Row 4 looks wrong. It has the lowest GFN2-xTB energy of the five conformers, yet it receives only about 9 % of the weight. Most of the weight goes to row 1, which the same method places 0.61 kcal/mol higher. The reason is that a second method, Hartree-Fock with a dispersion correction, supplies the energies for the weights, and it reverses the two.

Conformers of 2,3,5-trifluorohexane, C[C@H](F)C[C@H](F)[C@H](C)F, without solvent: HF-D3(BJ)/pcseg-1 energies (PySCF 2.14.0) at GFN2-xTB geometries (tblite 0.8.0). The torsions are F3–C2–C4–C5, C2–C4–C5–F6 and F6–C5–C7–F9, in that order. Free energies and weights combine the HF energies with GFN2-xTB free-energy terms at 298.15 K.

```tsv
number	torsions in degrees	GFN2-xTB energy above its lowest (kcal/mol)	DFT energy above the lowest (kcal/mol)	free energy above the lowest (kcal/mol)	weight (%)	dipole (D)
1	(49,-178,-82)	0.610	0.000	0.000	57.70	1.220
2	(-60,-79,172)	0.180	0.420	0.570	22.10	2.530
3	(76,60,66)	0.630	0.740	1.070	9.40	3.600
4	(167,-66,169)	0.000	1.350	1.120	8.70	1.580
5	(64,-166,164)	0.280	1.910	1.980	2.00	2.740
```

The column headed "DFT energy above the lowest" holds these Hartree-Fock energies, computed at GFN2-xTB geometries. By them row 1 is the most stable of the five shapes, and it keeps that place in free energy. Its lead over row 2 is about half a kcal/mol, which is close to the thermal energy $RT$ at room temperature. A lead of that size makes a favourite, but not a sole occupant.

**What favours row 1**

The carbon chain runs C1–C2–C4–C5–C7–C8, with F3 on C2, F6 on C5 and F9 on C7. The three listed torsions describe the fluorines, but they fix the chain as well, because the handedness of each carbon ties the position of its fluorine to that of its carbon neighbour. When F6 and F9 stand anti in this isomer, the chain must bend into a gauche turn at the bond between their carbons. In row 1 these fluorines are gauche, in the sense that lets the chain stay extended there. Of the five conformers, only row 1 has a single gauche turn in its chain; the others have two.

A gauche turn brings parts of the chain close together and usually costs energy. A second cost arises when a C–F bond and a C–C bond on carbons two places apart point the same way, so that fluorine and carbon crowd each other. Rows 2, 3 and 5 each have one such contact, while rows 1 and 4 have none.

The third feature concerns F3 and F6, which sit on carbons separated by one CH$_2$ group. In rows 2 and 3 their torsions are both gauche and turn in the same sense, and there the two C–F bond dipoles are more nearly opposed than in the other rows. Perfectly staggered bonds would give the same tetrahedral angle in all five rows, so this difference comes from the way the bonds twist away from perfect staggering. Comparing rows 2 and 4 shows what this may be worth, since they differ mainly in the torsion that carries F3. On going from row 2 to row 4 the angle between the two C–F bonds, worked out with tetrahedral bond angles, falls from 124° to 98°, and the Hartree-Fock energy rises by 0.93 kcal/mol. It rises although row 4 is free of the parallel contact found in row 2, so this is a net difference and the F3/F6 arrangement itself may be worth more. GFN2-xTB shows no such rise.

Theory offers two reasons for that rise. The C–F dipoles, whose interaction depends on their positions as well as on their angle, are expected to interact less favourably in row 4. In row 2, moreover, the C2–F3 bond stands anti to a C–H bond, which donates electrons into the empty antibonding C–F orbital more readily than the C–C bond that takes its place in row 4. The energies give only the sum of such effects, so how they share the difference remains open.

**Counting the costs**

A simple model gives every unfavourable feature the same cost $k$. Let $n$ be the number of gauche chain turns plus the number of parallel C/F contacts, plus one if F3 and F6 lack the favourable arrangement. The energy above row 1 is then

$$\Delta E \approx k\,(n-n_1),$$

where $n_1$ is the count for row 1. Fitting $k$ to the Hartree-Fock energies of rows 2 to 5 gives 0.90 kcal/mol. This is an average over unlike features in one small set, not a cost that can be carried to other molecules. With only four energies to fit, it makes this reading of the order plausible but does not prove it.

Row 5 shows how the count works. It has two gauche turns, one parallel contact and the unfavourable F3/F6 arrangement, so $n=4$. Row 1 has one gauche turn and the same F3/F6 arrangement, so $n_1=2$. The model gives $2\times0.904=1.81$ kcal/mol, against a computed 1.91 kcal/mol; row 5 was part of the fit, so this agreement is no independent test.

The count finds the best and the worst conformer but ties rows 2, 3 and 4, which Hartree-Fock spreads over 0.9 kcal/mol. Its largest miss is about 0.5 kcal/mol, partly because unlike features have been given equal costs. A model that charges only for anti F6 and F9 does worse: it ties row 3 with row 1 and misses row 2 by 0.8 kcal/mol. The preference of neighbouring fluorines for gauche positions may still help row 1, but it does not explain the order alone. The analysis printed after the text sets the two models side by side.

**How safe the order is**

The count matches the top and bottom of the Hartree-Fock order, but not the GFN2-xTB order. GFN2-xTB places row 1, which has the fewest unfavourable features, above every conformer except row 3. Between rows 1 and 4 the two methods differ by $1.35+0.61=1.96$ kcal/mol, more than three times the free-energy lead of row 1. The numerical noise of some hundredths of a kcal/mol is harmless by comparison; the choice of method is what matters. Only the order of rows 3 and 4 is lost in the noise, since their free energies differ by just 0.05 kcal/mol.

The weights magnify this disagreement, because they depend exponentially on energy. An error of only 0.5 kcal/mol changes the ratio of two weights by a factor of 2.3. If GFN2-xTB energies replace the Hartree-Fock ones and the thermal terms stay as they are, row 1 drops from 58 % to 11 % and row 4 rises to 47 %. The 58 % is thus a result of one energy method, not a settled population.

Neither method can act as judge here. GFN2-xTB is a parametrised approximation, while this Hartree-Fock calculation uses a modest basis set and includes electron correlation only through the dispersion correction. For neighbouring fluorines, better correlation and larger basis sets tend to favour the gauche arrangement. That would help rows 1 and 3, so this particular fault of Hartree-Fock probably does not create the lead of row 1, though only a correlated calculation could confirm it.

The selection of conformers adds a separate risk. Only five of thirteen distinct structures were kept, and the search may have lost a further one. The count itself points to a gap. Suppose the end of the chain in row 2 or row 4 is turned until F6 and F9 are gauche in the same sense as in row 1. One gauche chain turn then disappears and no new parallel contact arises, so $n$ falls to 2, the value of row 1. Neither shape is in the table, and Hartree-Fock might place one of them below row 1. The weights are shares among the five conformers shown.

**What would reverse it**

Apart from a better energy method or a conformer missing from the table, a polar solvent could reverse the order. Row 1 has the smallest dipole of the five, so in a simple dipole model it gains least from a polar surrounding. For a dipole $\mu$ in a spherical cavity of radius $a$, the stabilisation in a strongly polar solvent approaches $\mu^2/(2a^3)$ in Gaussian units. With a rough radius of 4 Å, row 3 gains on the order of 1 kcal/mol over row 1, about as much as it lacks in free energy. Row 2 also gains about as much as it lacks. The gas-phase favourite could therefore lose its place in such a solvent, either to row 3, the most polar conformer, or to row 2.

Printed output of the fit:

```
Shape:
  row  gauche C-C-C-C turns  F3 and F6 not both gauche in same sense  parallel C/F contacts  F6/F9 anti  ideal angle between C2-F3 and C5-F6 in degrees
    1                     1                                        1                      0           0                                             108
    2                     2                                        0                      1           1                                             124
    3                     2                                        0                      1           0                                           121.9
    4                     2                                        1                      0           1                                           98.05
    5                     2                                        1                      1           1                                           97.32
HF cost per unfavourable feature, kcal/mol: 0.9043
HF cost of F6/F9 anti in the rival model, kcal/mol: 1.227
Models less HF energy, kcal/mol:
  row  feature count  vicinal F/F only
    1              0                 0
    2         0.4843            0.8067
    3         0.1643             -0.74
    4        -0.4457           -0.1233
    5        -0.1014           -0.6833
Row 5 less row 1 in HF, kcal/mol: 1.91
Row 5 less row 1 in GFN2-xTB, kcal/mol: -0.33
Row 4 less row 2 in HF, kcal/mol: 0.93
Row 4 less row 2 in GFN2-xTB, kcal/mol: -0.18
Sensitivity:
  row  free energy with GFN2-xTB energies in kcal/mol  weight then in %  rough solvent gain over row 1 for a 4 A cavity in kcal/mol
    1                                            0.84             11.32                                                           0
    2                                            0.56             18.15                                                      0.5524
    3                                            1.19             6.268                                                        1.29
    4                                               0             46.71                                                      0.1134
    5                                            0.58             17.55                                                      0.6769
Free-energy lead of row 1 over the next row, kcal/mol: 0.57
Factor in a ratio of weights for an error of 0.5 kcal/mol: 2.325
```
